**Q:** I have a set of boranes in which one carbon carries BH₂, CH₃ and a varied group. I expected the triples correction to take its largest share of the correlation energy where the gap is smallest. The table doesn't agree, and I can't see what it follows instead.

Boranes CH(BH₂)(CH₃)–*, with the group * written in SMILES (hydrogens implicit); the marked atom is the carbon that carries it. Ansatz 0.2.0, gas phase: frozen-core MP2, CCSD and CCSD(T) (default cores, Br 3d correlated) and PBE-D4 orbital gaps, all in def2-TZVPP at PBE0-D4/def2-TZVP geometries. Electronegativities are on the Pauling scale.

| group * | formula | binding atom | its electronegativity | point group | bond from the marked atom to the group (Å) | correlated electrons | MP2 correlation (eV) | same-spin share of MP2 | CCSD less MP2 (eV) | (T) (eV) | (T) over CCSD correlation (%) | T1 diagnostic | PBE gap (eV) |
| --- | --- | --- | --- | --- | --- | --- | --- | --- | --- | --- | --- | --- | --- |
| *B | C2H8B2 | B | 2.040 | Cs | 1.549 | 22 | -15.16 | 0.196 | -1.42 | -0.609 | 3.67 | 0.0113 | 4.52 |
| *C | C3H9B | C | 2.550 | Cs | 1.523 | 24 | -17.33 | 0.205 | -1.42 | -0.688 | 3.67 | 0.0091 | 4.80 |
| *C=N | C3H8BN | C | 2.550 | C1 | 1.491 | 28 | -22.06 | 0.223 | -1.29 | -0.979 | 4.19 | 0.0114 | 3.52 |
| *Br | C2H6BBr | Br | 2.960 | C1 | 2.028 | 34 | -20.06 | 0.249 | -1.02 | -0.826 | 3.92 | 0.0100 | 5.16 |
| *Cl | C2H6BCl | Cl | 3.160 | C1 | 1.863 | 24 | -17.69 | 0.224 | -1.33 | -0.798 | 4.20 | 0.0108 | 5.93 |
| *O[SiH3] | C2H9BOSi | O | 3.440 | C1 | 1.423 | 30 | -22.06 | 0.211 | -1.59 | -0.853 | 3.61 | 0.0111 | 3.99 |

**A:** Look first at the two ends of the gap column. The imine, \*C=N, has the smallest gap and the chloride, \*Cl, the largest; they lie 2.4 eV apart. Yet in both, (T) amounts to 4.2% of the CCSD correlation energy, the highest share in the table. So the gap doesn't set the share, and it is worth asking what else these two molecules have in common.

**Q:** What does (T) count, in plain terms?

**A:** Correlation energy is what electrons gain by avoiding one another beyond the average repulsion. CCSD describes this avoidance mainly through pairs of electrons, and (T) adds the part in which three electrons move in concert. Take helium atoms far apart as the simplest case. Each holds one pair, so CCSD is exact within the basis and (T) is zero, however many atoms there are. In the molecules here neighbouring bonds share atoms, so the triples don't vanish, but the lesson carries over: they need at least two occupied orbitals in the same region, and empty orbitals there as well.

**Q:** Can that be turned into a number?

**A:** Suppose that every electron has about the same surroundings as in the methyl compound, \*C. Each then brings the same amount of (T), and the correction grows with the number of correlated electrons. For the imine this gives

$$0.688\ \text{eV}\times\frac{28}{24}=0.80\ \text{eV},$$

whereas the calculation gives 0.98 eV in size. The methyl row supplies the constant, so it is no test of the estimate.

**Q:** So the estimate fails?

**A:** Only for some rows. For the second BH₂ group, \*B, it gives 0.63 eV against a computed 0.61, and for the siloxy group, \*O[SiH₃], 0.86 against 0.85. The imine and the chloride lie well above their estimates; the bromide falls below its own, because an inner shell is counted there, as explained further on. The chloride is the cleaner case, because it correlates exactly as many electrons as the methyl compound and still has 16% more (T).

**Q:** And what do those two have in common?

**A:** Probably crowded electron pairs. In the imine a π bond lies over a σ bond, with the nitrogen lone pair next to them, and the π bond also brings a low empty π\* orbital into the same space. Chlorine has three lone pairs around one atom, beside its bond to carbon. A methyl group also has four pairs around its central atom, but hydrogen nuclei draw three of them outwards, which should leave them less crowded.

**Q:** That is a picture. Does any column support it?

**A:** The same-spin share of the MP2 energy does. Two electrons in one orbital must have opposite spins, so same-spin correlation can only arise between different orbitals. Its share is 0.205 in the methyl compound and rises to 0.223 in the imine and 0.224 in the chloride. This is a sign of stronger correlation between orbitals, and it comes from a calculation that contains no triples at all. The match isn't complete: the siloxy compound has 0.211, slightly above methyl, although its (T) share is lower, and the bromide has the highest value, 0.249, because an inner d shell is included.

**Q:** Why doesn't the gap matter? A low empty orbital ought to make excitations cheap.

**A:** It makes one kind of excitation cheaper, while (T) sums over a great many, each weighted by how strongly the orbitals involved interact. The compound with two BH₂ groups shows this well. Its lowest empty orbital lies 0.6 eV below that of the methyl compound, yet the (T) share is 3.67% in both. The gap in the table also comes from PBE, whereas (T) is built on Hartree–Fock levels. There the gap of either compound is between 13 and 14 eV, and a triple excitation costs at least three times as much, so 40 eV or more. On that scale a shift of 0.6 eV in one level changes little.

**Q:** Then why is the gap of the chloride so wide?

**A:** Probably because of its shape, at least in large part. The angle B–C–Cl is only 77°, and chlorine leans over the boron atom at a distance of 2.13 Å. This suggests that a chlorine lone pair donates into the empty p orbital of boron. Such donation pushes the empty level up, and the PBE level is indeed 0.8 eV higher than in the methyl compound. The highest occupied level also lies 0.35 eV lower, which widens the gap further. The imine's small gap has a different origin: it comes mainly from a highest occupied level 1.0 eV above that of the methyl compound. The gap thus reports on two frontier levels only, while the triples respond to all the valence pairs.

**Q:** The bromide has the same bridged shape. Why is its share lower, at 3.9%?

**A:** Its electrons are counted differently. In the bromide the filled 3d shell is correlated too, which makes 34 electrons against 24 in the chloride. From chloride to bromide the CCSD correlation grows by about 2.1 eV, but (T) by only 0.03 eV. The larger total dilutes the share, so this row can't be read as a valence trend from chlorine to bromine.

**Q:** But a d shell is crowded. By your argument it should be full of triples.

**A:** Crowding is half of the argument; the cost of excitation is the other half. In perturbation theory triples first enter the energy two orders after the doubles, so they suffer more from high excitation energies. As a shell shrinks, repulsion between its electrons grows roughly as the inverse of its radius, but excitation energies grow roughly as the inverse square. Pair correlation goes as the repulsion squared over an excitation energy, so it roughly keeps its size, while the triples carry two more factors of each and shrink. The basis also lacks the functions that such a shell needs, and the calculation leaves out scalar relativity for bromine, so the size of the effect here is not reliable.

**Q:** Does this explain the siloxy group as well? Oxygen has lone pairs, yet this row has the lowest share of all.

**A:** It probably helps. Oxygen's lone pairs are more compact than chlorine's, and the group also brings three Si–H bonds, whose pairs are spread around a larger atom. Both should hold the share down, but the calculation treats the group as a whole and can't tell how much each contributes. That also makes the close agreement with the electron-count estimate less impressive than it looks: it may be an average over unlike parts.

**Q:** Where does MP2 stand in this? I had heard that it overshoots.

**A:** For the total it never does here. It recovers between 88 and 92% of the CCSD(T) correlation energy, and CCSD lies below it in every row. Measured against CCSD, an overshoot can still show up in a difference between two molecules, though not in every pair. On going from methyl to chloride, MP2 adds 0.36 eV of correlation where CCSD adds only 0.27.

**Q:** So CCSD corrects MP2, and the better answer is 0.27?

**A:** No, because with the triples included the difference becomes 0.38 eV, close to where MP2 had it. The usual explanation is again crowding. MP2 treats each pair as if the others stayed put, which tends to exaggerate correlation between neighbouring pairs. CCSD lets the pairs respond to one another and trims this excess, and the triples then give correlation back. For this pair of molecules the two corrections almost cancel.

**Q:** Can I rely on that cancellation?

**A:** Not in general. Compare the imine with the siloxy compound. Their MP2 correlation energies are equal to the digits of the table, so MP2 sees no difference in correlation at all. CCSD gives the siloxy compound 0.30 eV more correlation energy, and (T) takes back only 0.13 eV. The remaining 0.17 eV is about 17 kJ/mol, and it would enter any reaction energy in which these two molecules stand on opposite sides. The program's output after this exchange sets out these changes level by level.

**Q:** Could the imine simply be a molecule that a single determinant describes badly?

**A:** The T1 diagnostic, a common warning sign for that, stays near 0.01 in every row, and its small spread ranks nothing. The fullest of the nominally empty orbitals holds 0.066 electrons in the imine and 0.029 in the methyl compound. That is a visible difference but still a small population. Over the whole table it sorts the shares better than the gap does: it is at least 0.048 in the imine and the two halides, and at most 0.035 in the other three. But it describes the same correlated state as the triples, so it is a companion sign and not a separate cause.

**Q:** Then how should I judge a new group before I run the expensive calculation?

**A:** Start from the number of valence electrons, and then ask how they are arranged. Here the electron count alone came close for the second BH₂ group and for the siloxy group, and fell short for the imine and for the bridged chloride. With one example of each, that is a reason to check similar groups, not a rule. The gap didn't sort the (T) shares of these six molecules, so don't rely on it alone.

**Q:** And the chloride: is it the lone pairs themselves that raise the triples, or their lean towards boron?

**A:** That is the question these molecules leave open. Both halides are bridged, so the two effects always come together. A chloride without the bridge would help to separate them: turn the BH₂ group by a quarter turn, so that its empty p orbital no longer faces chlorine, open the B–C–Cl angle to an ordinary value, and hold both fixed, since free relaxation may restore the bridge. If (T) stayed near 0.80 eV, that would point to the lone pairs themselves, and if it fell towards the 0.69 eV of the methyl compound, to the bridge.

Printed output of the fit:

```
What MP2 recovers:
       row  CCSD(T) correlation in eV  CCSD(T) less MP2 in eV  MP2 over CCSD(T) in %  fullest empty orbital in electrons
        *B                     -17.19                  -2.029                   88.2                              0.0301
        *C                     -19.44                  -2.108                  89.16                              0.0293
      *C=N                     -24.33                  -2.269                  90.67                              0.0663
       *Br                     -21.91                  -1.846                  91.57                              0.0514
       *Cl                     -19.82                  -2.128                  89.26                              0.0484
  *O[SiH3]                      -24.5                  -2.443                  90.03                              0.0354
Change against the methyl row in eV:
       row    MP2   CCSD  CCSD(T)  (T) alone  PBE HOMO  PBE LUMO
        *B   2.17   2.17    2.249      0.079     -0.33    -0.607
        *C      0      0        0          0         0         0
      *C=N  -4.73   -4.6   -4.891     -0.291     0.978    -0.299
       *Br  -2.73  -2.33   -2.468     -0.138    -0.068     0.288
       *Cl  -0.36  -0.27    -0.38      -0.11    -0.351     0.782
  *O[SiH3]  -4.73   -4.9   -5.065     -0.165     0.404    -0.401
Gap of the chloride less gap of the imine, eV: 2.41
Growth of (T) from methyl to imine, %: 42.3
Growth of correlated electrons from methyl to imine, %: 16.67
Growth of (T) from methyl to chloride, %: 15.99
Added (T) over added CCSD, imine against methyl, %: 6.326
Added (T) over added CCSD, siloxy against methyl, %: 3.367
Added (T) over added CCSD, bromide against chloride, %: 1.359
CCSD correlation, siloxy less imine, eV: -0.3
(T), siloxy less imine, eV: 0.126
Distance from boron to chlorine, angstrom: 2.13
Distance from boron to bromine, angstrom: 2.272
Angle B-C-Cl, degrees: 76.68
```
